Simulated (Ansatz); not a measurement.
# Bi₂Te₃: pressure and largest V_zz as volume scale varies

All results are calculated (Ansatz 0.2.0). Periodic Kohn-Sham DFT of a crystal at fixed atoms, scaled to volume_scale times the given cell; pressure positive in compression, energy less spherical unpolarised free atoms, largest_vzz the field gradient of largest size among the nuclei.

The cell before it is scaled or strained (space group R-3m, No. 166):
```
Bi2Te3
1.0
      2.1930     1.2661    10.1657
     -2.1930     1.2661    10.1657
      0.0000    -2.5323    10.1657
Bi Te
2 3
Direct
  0.40000 0.40000 0.40000
  0.60000 0.60000 0.60000
  0.00000 0.00000 0.00000
  0.20950 0.20950 0.20950
  0.79050 0.79050 0.79050
```

Settings of every row: method frozen-core PAW; functional PBEsol; relativity scalar; k mesh 7x7x7; filling fermi-dirac; smearing width 0.08 eV; wave cutoff 420 eV; paw set soft_2.

Atom start moment: 0 on all atoms.

Limits: PAW files made with PBE; a layered crystal: even scaling strains the bonds within the layers, so this curve is stiffer than the crystal under pressure; field gradient without spin-orbit coupling on heavy atoms; no spin-orbit coupling on heavy atoms; small gap, it may come from the mesh.

```csv
row,volume scale,V (Å³/atom),pressure (GPa),largest V_zz (1e21 V/m^2)
1,0.94,31.839,3.021,9.79
2,0.96,32.517,1.677,9.792
3,0.98,33.194,0.475,9.785
4,0.99,33.533,-0.076,9.782
5,1,33.871,-0.598,9.775
6,1.01,34.21,-1.091,9.771
7,1.02,34.549,-1.557,9.764
8,1.04,35.227,?,?
9,1.06,35.904,-3.177,9.733
```

Question: what pressure and largest V_zz should row 8 give?

Worked fit of pressure. Take u = (V_r/V)^(2/3) − 1 with V_r = 33.702 Å³ an atom, which is twice the finite (Eulerian) strain; such expansions in the strain, on which the Birch-Murnaghan equation of state is built, carry the rest volume and the bulk modulus. The shown rows have u = 0.03864, 0.02415, 0.01018, 0.00336, -0.00333, -0.00992, -0.01641, -0.04132. Least squares give pressure = −0.3408 + 77.871 × u + 230.21 × u² + 163 × u³ GPa; a parabola predicts inner rows, each left out in turn, worse (root mean square 0.0026 against 0.00094 GPa). The rows lie off it by 0.000, 0.001, -0.001, 0.001, 0.000, 0.000, 0.000, 0.000. The pressure vanishes at u = 0.0043, or V = 33.48 Å³ an atom, and there the bulk modulus at fixed shape and fractions is B = −V dP/dV = (2/3)(1 + u) dP/du = 53.5 GPa. Letting shape and atoms relax would as a rule lower it, by much in layered, chain or molecular crystals. The withheld row has u = -0.02907, so the fit gives −0.3408 + 77.871 × (-0.02907) + 230.21 × (-0.02907)² + 163 × (-0.02907)³ = -2.414 GPa.

The calculation gave -2.413 GPa. The fit lies 0.001 GPa (0.016 % of the column's range) below it, one unit of the last digit.

Worked fit of largest V_zz. Take t = volume scale − 0.99. The shown rows have t = -0.05, -0.03, -0.01, 0, 0.01, 0.02, 0.03, 0.07. Least squares give largest V_zz = 9.781 − 0.412 × t − 4.03 × t² 1e21 V/m^2; a straight line predicts inner rows, each left out in turn, worse (root mean square 0.0043 against 0.0016 1e21 V/m^2). The rows lie off it by -0.002, 0.002, 0.000, 0.001, -0.001, 0.000, -0.001, 0.001. The withheld row has t = 0.05, so the fit gives 9.781 − 0.412 × (0.05) − 4.03 × (0.05)² = 9.750 1e21 V/m^2.

The calculation gave 9.753 1e21 V/m^2. The fit lies 0.003 1e21 V/m^2 (5.1 % of the column's range) below it; its largest miss of a shown row is 0.002 1e21 V/m^2.
